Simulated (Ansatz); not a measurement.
# A series in volume per atom on C

Periodic Kohn-Sham DFT of a crystal at fixed atoms; Kohn-Sham levels at symmetry points; band -1 is the highest filled and +1 the lowest empty one at that point, spin up along a +z start moment. The results are calculated, by Ansatz 0.2.0.

Cell of the first row (space group Fd-3m, No. 227):
```
CELL_PARAMETERS angstrom
0.00000 1.74700 1.74700
1.74700 0.00000 1.74700
1.74700 1.74700 0.00000
ATOMIC_POSITIONS crystal
C 0.50000 0.50000 0.50000
C 0.75000 0.75000 0.75000
```

Settings of every row: method all-electron LAPW; functional LDA; relativity scalar; k mesh 16x16x16; filling fermi-dirac; smearing width 0.03 eV; basis error target 0.25 meV/atom; nucleus gaussian.

Atom start moment: 0 on all atoms.

Limits: semilocal functionals tend to give too small a gap.

Limits of some rows: cell far from its zero-pressure volume (row 9).

| row | volume per atom (Å³) | band gap (eV) | smallest direct gap on path (eV) |
| --- | --- | --- | --- |
| 1 | 5.332 | 4.256 | 5.721 |
| 2 | 5.445 | 4.204 | 5.661 |
| 3 | 5.559 | ? | ? |
| 4 | 5.615 | 4.129 | 5.575 |
| 5 | 5.672 | 4.103 | 5.546 |
| 6 | 5.729 | 4.081 | 5.518 |
| 7 | 5.786 | 4.058 | 5.49 |
| 8 | 5.899 | 4.012 | 5.436 |
| 9 | 6.012 | 3.967 | 5.382 |

Question: what band gap should row 3 give?

Worked fit of band gap. Take t = volume per atom − 5.7, in Å³. The shown rows have t = -0.368, -0.255, -0.085, -0.028, 0.029, 0.086, 0.199, 0.312. Least squares give band gap = 4.0928 − 0.4205 × t + 0.0614 × t² eV; a straight line predicts inner rows, each left out in turn, worse (root mean square 0.0026 against 0.001 eV). The rows lie off it by 0.000, 0.000, 0.000, -0.002, 0.000, 0.001, 0.000, -0.001. The withheld row has t = -0.141, so the fit gives 4.0928 − 0.4205 × (-0.141) + 0.0614 × (-0.141)² = 4.153 eV.

The calculation gave 4.154 eV. The fit lies 0.001 eV (0.35 % of the column's range) below it, one unit of the last digit.

The other values of row 3: smallest direct gap on path 5.603 eV.
